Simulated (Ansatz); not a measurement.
# Relative energies of C4H3F7 isomers

3 of its isomers, all singlets with charge 0: A = `FCC(F)(C(F)F)C(F)(F)F`; B = `FC(F)C(F)C(F)C(F)(F)F`; C = `FC(F)C(F)(C(F)F)C(F)F`.

Shapes, held fixed at every level: PBE0-D4/def2-TZVP. Flexible molecules stand in one conformer, not always the lowest. Programs: Ansatz 0.2.0.

Electronic energies in kJ/mol, without zero-point or thermal terms.

Task: Which isomer should be the most stable, and roughly by how much?

Result: B < A < C in rising energy, over a span of 45 kJ/mol, by CCSD(T)/CBS estimate. All levels agree on that. The B − A difference spans -19.6 to -4.1 kJ/mol over the levels. The CBS estimate extrapolates MP2 from def2-TZVPP and def2-QZVPP and adds CCSD(T) − MP2 in the triple-zeta set, cores frozen.

| level | kind | B − A | C − A |
| --- | --- | --- | --- |
| HF/def2-TZVPP | Hartree–Fock | -19.6 | +34.4 |
| PBE-D4/def2-TZVPP | GGA | -13.0 | +31.1 |
| PBE0-D4/def2-TZVPP | global hybrid | -13.6 | +33.6 |
| B2PLYP/def2-TZVPP | double hybrid | -14.6 | +31.8 |
| MP2/def2-TZVPP | perturbation theory | -10.8 | +34.6 |
| CCSD(T)/def2-SVP | coupled cluster or CI | -4.1 | +42.0 |
| CCSD(T)/def2-TZVPP | coupled cluster or CI | -10.7 | +33.4 |
| CCSD(T)/CBS estimate | coupled cluster or CI | -12.1 | +32.9 |

The larger energy gap reflects how fluorine is distributed, not the carbon skeleton. A and C share the same branched framework, but A has a CF3 and a CH2F group where C has two CHF2 groups. Concentrating fluorine on one carbon strengthens geminal stabilisation, usually described as donation from fluorine lone pairs into neighbouring C–F σ* orbitals together with favourable C–F bond polarity. This accounts for C lying highest.

B also keeps a CF3 group, and its unbranched chain probably relieves repulsion between fluorines on the substituents that crowd around the central carbon in A. This would outweigh the usual preference of alkanes for branching. Hartree–Fock exaggerates B's advantage, which suggests that electron correlation favours the more compact A. The small coupled-cluster basis errs the other way, so basis quality matters here as much as the treatment of correlation. The preference for A over C is the sturdier conclusion, since B's smaller lead over A is comparable to energy changes that rotation about C–C bonds can cause in fluoroalkanes.
